# Prompt charge and funnelling length at a p⁺n junction in an n-well

## Statement

**Conventions.** LET is the electronic stopping power divided by the density, in MeV cm²/mg. The coordinate $s$ runs along the track, $x$ is depth below the metallurgical junction, and $\theta$ is the angle between the track and the surface normal. $W$ is the depletion width of the undisturbed junction at its reverse bias, which is held fixed during the event. Charges are magnitudes, mobilities are positive, and $b=\mu_n/\mu_p$ always means electron mobility over hole mobility, so that $b>1$ in silicon.

**Track charge.** An ion leaves, of each sign, the charge per unit path

$$\lambda=\frac{dQ}{ds}=\frac{q\,\rho\,\mathrm{LET}}{E_\mathrm{pair}}\tag{1}$$

With the typical silicon values $\rho=2330$ mg/cm³ and $E_\mathrm{pair}=3.6$ eV this is 10.4 fC/µm per MeV cm²/mg. The also common choice $E_\mathrm{pair}=3.62$ eV gives 10.3.

**Prompt charge.** In the drift model of Hu (1982) a one-sided junction collects, until its depletion layer has recovered,

$$Q=Q_0\left(1+\frac{\mu_\mathrm{min}}{\mu_\mathrm{maj}}\right),\qquad Q_0=\frac{\lambda W}{\cos\theta}\tag{2}$$

where "min" and "maj" denote the minority and majority carriers of the lightly doped side. The two polarities therefore differ:

$$Q_{n^+p}=Q_0\,(1+b),\qquad Q_{p^+n}=Q_0\,(1+1/b)\tag{3}$$

The funnelling length $L_F=Q/\lambda$ is measured along the track. The corresponding depth, $L_F\cos\theta=W(1+\mu_\mathrm{min}/\mu_\mathrm{maj})$, does not depend on the angle.

**Error of the common slip.** Using $1+b$ for a p⁺n junction overstates $Q$ and $L_F$ by exactly the factor $b$.

## Setting

The junction is a p⁺ diffusion several microns wide in a uniformly doped silicon n-well. The diffusion is at 0 V, the well at 3.3 V and the p-substrate at 0 V. All inputs are typical or illustrative, and the results are the model's. Intermediate values are carried unrounded, and a third figure serves only to follow the arithmetic.

| Input | Value |
|---|---|
| Well doping $N_D$ | $2\times10^{16}$ cm⁻³ |
| Built-in voltage $V_{bi}$, reverse bias $V_R$ | 0.9 V, 3.3 V |
| Relative permittivity | 11.7 |
| $\mu_n$, $\mu_p$ at this doping, 300 K | 1100, 400 cm²/V s |
| Well floor below the junction, $d$ | 1.5 µm |
| LET (constant over the path), $\theta$ | 5 MeV cm²/mg, 60° |

Three quantities are common to the wrong and the right calculation.

*Line charge.* Unit LET deposits $\rho\,\mathrm{LET}=0.233$ MeV/µm, which makes $6.47\times10^{4}$ pairs/µm or 10.37 fC/µm. At LET 5 this gives $\lambda=51.8$ fC/µm and $N=\lambda/q=3.24\times10^{9}$ pairs/cm.

*Depletion width.* Poisson's equation for an abrupt one-sided junction gives $V_{bi}+V_R=qN_DW^2/2\varepsilon$. With 4.2 V across the layer,

$$W=\sqrt{\frac{2\varepsilon\,(V_{bi}+V_R)}{qN_D}}=0.521\ \mu\mathrm{m}$$

*Charge born in the layer.* The path through it is $W/\cos\theta=1.04$ µm, so $Q_0=54.0$ fC. The mobility ratio is $b=2.75$.

## A wrong attempt

**The calculation in this section is wrong and its result must not be used.** It is set out so that the fault can be recognised.

- (A1) The track carries $\lambda=51.8$ fC/µm.
- (A2) The depletion layer is 0.521 µm wide and holds $Q_0=54.0$ fC of each sign.
- (A3) *(false)* Funnelling multiplies the collection length by $1+\mu_n/\mu_p$, a property of silicon and hence the same for any junction: $1+b=3.75$.
- (A4) *(false)* Funnel depth $3.75\,W=1.95$ µm, funnelling length $L_F=3.91$ µm.
- (A5) *(false)* Prompt charge $Q=3.75\,Q_0=203$ fC.
- (A6) *(false)* For an illustrative critical charge of 100 fC, and since $Q\propto\mathrm{LET}$, the threshold LET at 60° is $5\times100/203=2.5$ MeV cm²/mg.

The arithmetic is sound and the units are right, which is why the attempt passes a quick reading.

## The symptom

**The junction collects more holes than the well contains.** A reverse-biased p⁺ diffusion collects holes. The track crosses the well over a path $d/\cos\theta=3.0$ µm and creates there $\lambda d/\cos\theta=156$ fC of holes in all. Line (A5) claims 203 fC, which is 47 fC more. Equivalently, the funnel depth of 1.95 µm lies below the well floor at 1.5 µm. Holes born deeper are on the far side of the well–substrate junction, whose field drives them away from the well, and a single-junction drift model has no means of supplying them.

That test depends on the well being shallow enough. Two others hold for any geometry.

**Holes outrun electrons.** During the prompt phase the electrons must drift down by $W$ to clear the layer. According to (A4) holes arrive meanwhile from $bW=1.43$ µm below its edge. In a common field the distances go as the mobilities, so the holes would need $b\mu_n=3025$ cm²/V s, which exceeds the electron mobility and is $b^2=7.56$ times the input value.

**The limit of slow holes is absurd.** As $\mu_p/\mu_n\to0$ the factor $1+\mu_n/\mu_p$ diverges: the slower the holes, the more of them would be drawn up from the well. The sensible limit is that none arrive from below and $Q\to Q_0$.

## The faulty line

The fault is (A3), and (A4) to (A6) merely inherit it. The factor $1+\mu_n/\mu_p$ is no material constant. Its denominator is the mobility of the carrier that has to be pushed out of the depletion layer into the bulk, and its numerator is the mobility of the carrier that comes up from the bulk to the junction. In an n⁺p junction holes leave and electrons arrive. In a p⁺n junction electrons leave and holes arrive. Line (A3) should read $1+\mu_p/\mu_n$.

## Proof

### Equation (1)

The energy lost to ionisation per unit path is $\rho\,\mathrm{LET}$. Dividing by the mean energy per electron–hole pair gives the pairs per unit path, and each pair carries $q$ of each sign. The energy is taken to be deposited close to the track.

### Equation (2) for the p⁺n junction

The model rests on four assumptions. (i) Where the track crosses the depth $x=W$ it is a quasi-neutral plasma with $n\approx p\gg N_D$. (ii) Both carriers cross that depth by drift. (iii) Electrons neither recombine nor enter the p⁺ region, and pairs born inside the p⁺ region are ignored. (iv) The junction is wide compared with the track column and its bias is fixed.

*Step 1, terminal current.* The sum of conduction and displacement current density has no divergence. The current at the p⁺ contact therefore equals the flux of $\mathbf J_n+\mathbf J_p+\varepsilon\,\partial\mathbf E/\partial t$ through any surface in the silicon that encloses the diffusion. Take the surface $S$ along the edge of the undisturbed depletion layer, which under the diffusion is the plane $x=W$. Integrate from the strike to the time $T$ at which the layer has recovered. The field on $S$ is the same before and after, so the displacement term integrates to zero and

$$Q=Q_n+Q_p\tag{4}$$

where $Q_n$ and $Q_p$ are the magnitudes of the net electron and hole charge carried through $S$. The field points from the well to the p⁺ region. Electrons cross $S$ downwards and holes upwards, and both motions are current in the same direction, so the two terms add.

*Step 2, end of the prompt phase.* Just after the strike the region inside $S$ holds the electron charge $Q_0$, and at $T$ it holds none. By (iii) the only exit is $S$, hence

$$Q_n=Q_0\tag{5}$$

The holes inside $S$ fix nothing, because they have their own exit through the contact.

*Step 3, current ratio.* By (i) and (ii), $\mathbf J_n=q\mu_n n\mathbf E$ and $\mathbf J_p=q\mu_p n\mathbf E$ at every point of $S$ that carries current and at every time. The ratio of the normal components is $\mu_p/\mu_n$ whatever the field does, and it survives integration over $S$ and over time:

$$Q_p=\frac{\mu_p}{\mu_n}\,Q_n\tag{6}$$

*Step 4.* Equations (4) to (6) give $Q=Q_0(1+\mu_p/\mu_n)$. The hole ledger confirms it: the contact receives the $Q_0$ born inside $S$ and the $Q_0/b$ that entered from below. If the drift is uniform along the column, the collected holes are those born above the depth $W+W/b$. Otherwise $L_F$ is an equivalent length, defined as $Q/\lambda$.

For the n⁺p junction the same steps hold with the carriers exchanged: $Q_p=Q_0$, $Q_n=bQ_0$, $Q=Q_0(1+b)$. This completes (2) and (3).

### The inversion as a symmetry

The drift–diffusion equations are

$$\nabla\!\cdot\varepsilon\mathbf E=q(p-n+N_D-N_A),\quad \mathbf J_n=q\mu_n n\mathbf E+qD_n\nabla n,\quad \mathbf J_p=q\mu_p p\mathbf E-qD_p\nabla p$$

together with continuity for each carrier. Exchange $n\leftrightarrow p$, $N_D\leftrightarrow N_A$, $\mu_n\leftrightarrow\mu_p$, $D_n\leftrightarrow D_p$ and reverse $\mathbf E$. Poisson's equation is unchanged and $\mathbf J_n\leftrightarrow-\mathbf J_p$, so solutions map on solutions, with pair generation unaltered. Therefore $Q_{p^+n}(\mu_n,\mu_p)=Q_{n^+p}(\mu_p,\mu_n)$ for mirrored doping and bias. This holds without assumptions (i) to (iv). One formula can serve both polarities only if it is symmetric in the two mobilities, and $1+\mu_n/\mu_p$ is not.

## Mended calculation

- (M3) Enhancement factor $1+1/b=1.364$.
- (M4) Extension below the layer $W/b=0.189$ µm, funnel depth 0.711 µm, funnelling length $L_F=1.42$ µm.
- (M5) Prompt charge $Q=1.364\,Q_0=73.7$ fC, made of 54 fC of holes born in the layer and 20 fC drawn from below it.
- (M6) Threshold LET for 100 fC at 60°: $5\times100/73.7=6.8$ MeV cm²/mg.

The symptoms vanish. The funnel ends 0.79 µm above the well floor, and the charge is 47 % of the 156 fC born in the well. Holes carry $1/(1+b)=27$ % of the current through $S$, as the slower carrier should, and the factor tends to 1 as $\mu_p/\mu_n\to0$.

## Size of the error

The ratio of the wrong to the right factor is

$$\frac{1+b}{1+1/b}=\frac{b\,(1+b)}{b+1}=b\tag{7}$$

independent of LET, angle, doping and bias at given $b$. The funnel part alone, $Q-Q_0$, is overstated by $b^2$.

| Quantity | Wrong | Mended | Ratio |
|---|---|---|---|
| Factor | 3.75 | 1.364 | 2.75 |
| Funnel depth (µm) | 1.95 | 0.711 | 2.75 |
| $L_F$ at 60° (µm) | 3.91 | 1.42 | 2.75 |
| Charge from below $W$ (fC) | 149 | 20 | 7.56 |
| Prompt charge (fC) | 203 | 73.7 | 2.75 |

The attempt is too high by 129 fC, or 175 %, and its threshold LET is too low by the factor 2.75. For a p⁺ node the slip is thus pessimistic. The opposite slip, $1+1/b$ applied to an n⁺p junction, understates the charge by the same factor and makes the node look harder than the model says it is.

The ratio $b$ is the least certain input, since carrier–carrier scattering in the dense column and high fields both change the mobilities. If both carriers moved at typical saturation velocities, $1.0\times10^{7}$ and $0.8\times10^{7}$ cm/s, the ratio of drift velocities, which is what Step 3 needs, would be 1.25.

| $b$ | Wrong $Q$ (fC) | Mended $Q$ (fC) | Wrong depth (µm) | Mended depth (µm) |
|---|---|---|---|---|
| 1.25 | 122 | 97 | 1.17 | 0.94 |
| 2.0 | 162 | 81 | 1.56 | 0.78 |
| 2.75 | 203 | 74 | 1.95 | 0.71 |

For any $b>1$ the p⁺n result lies between $Q_0$ and $2Q_0=108$ fC, and the n⁺p factor gives more than $2Q_0$. An enhancement factor above 2 for a silicon p⁺n junction is therefore outside this model, and the first suspect is the mobility ratio. The two columns also move in opposite directions as $b$ changes.

## Size of the neglected terms

**Duration and plasma condition.** The well resistivity is $1/q\mu_nN_D=0.284$ Ω cm and the sheet resistance over 1.5 µm is 1.9 kΩ per square. If one square separates the strike from the well contact, the current is of order $V_R/R=1.7$ mA and the prompt phase lasts about $Q/I=42$ ps. Meanwhile the column spreads radially. With $V_T=kT/q=25.9$ mV and $D=\mu V_T$, zero net radial current in a plasma with $n=p$ gives the ambipolar coefficient $D_a=2V_T\mu_n\mu_p/(\mu_n+\mu_p)=15$ cm²/s. A Gaussian column evolves as

$$n(r,t)=\frac{N}{\pi r_t^2}\,e^{-r^2/r_t^2},\qquad r_t^2=r_0^2+4D_at$$

For an assumed $r_0=0.1$ µm the axial density starts at $1.0\times10^{19}$ cm⁻³. After 42 ps the radius is 0.52 µm and the axial density $3.9\times10^{17}$ cm⁻³, still 19 times $N_D$. Assumption (i) holds in the core. In the fringe $n=p+N_D$ exceeds $p$ and the hole share falls, which can remove at most the 20 fC term. With an Auger coefficient of order $10^{-30}$ cm⁶/s the lifetime at the initial density is about 9 ns, so recombination costs under one per cent. The track shifts sideways by $0.711\tan60^\circ=1.2$ µm over the funnel depth, which with the radius sets the width needed for (iv).

**Diffusion along the column.** If the density rises with depth at $S$, both carriers also diffuse upwards. With $\gamma=V_T\,(d\ln n/dx)/|E|$ the upward hole flux is $n\mu_p|E|(1+\gamma)$ and the downward electron flux is $n\mu_n|E|(1-\gamma)$, so for constant $\gamma$

$$Q_{p^+n}=Q_0\left[1+\frac1b\,\frac{1+\gamma}{1-\gamma}\right]\tag{8}$$

Here $\gamma$ is $V_T$ over the voltage dropped across one e-fold length of the density. If that is the full 4.2 V, $\gamma=0.006$ and nothing changes. The column is a good conductor, however, and much of the bias falls in the well resistance. For a drop of 0.1 V, $\gamma=0.26$ and $Q=87$ fC, which is 19 % higher. Equation (8) reaches the wrong value only for $\gamma=(b^2-1)/(b^2+1)=0.77$, a drop of 34 mV, where transport is no longer drift and (ii) has failed.

**Pairs born in the p⁺ region.** Electrons that diffuse from there into the layer must also leave through $S$, which replaces $W$ by up to $W+x_j$ in (5). For a junction depth $x_j=0.15$ µm this adds at most 29 %, or 21 fC.

**Delayed diffusion.** After recovery, holes remain between $x=W$ and the well floor, both of which absorb them. In linear diffusion between two absorbing planes a hole at depth $x$ reaches the upper one with probability $(d-x)/(d-W)$. For a column still uniform over the gap the integral of this probability is $(d-W)/2=0.49$ µm of depth, or 51 fC at 60°. This charge is not prompt and is no part of (2), yet it is comparable with it. The prompt collection of the well–substrate junction, which competes for the same holes, is not modelled.

These terms are of order tens of per cent each, so the model supports two figures at best: about 74 fC prompt. Adding the p⁺ and delayed contributions at the sizes found gives 146 fC, still below the 203 fC of the attempt. As typical knowledge, not as a measurement, the total charge at a real p⁺ node departs from the prompt figure by more than 30 % in either direction. A drain much narrower than the spread column collects less. A PMOS drain with a source nearby can collect more, by a factor of two or beyond at high LET, because the electrons left in the well lower its potential and the source injects holes through the parasitic pnp transistor. Those holes come from the circuit and not from the track, so such an excess lends no support to the factor $1+b$.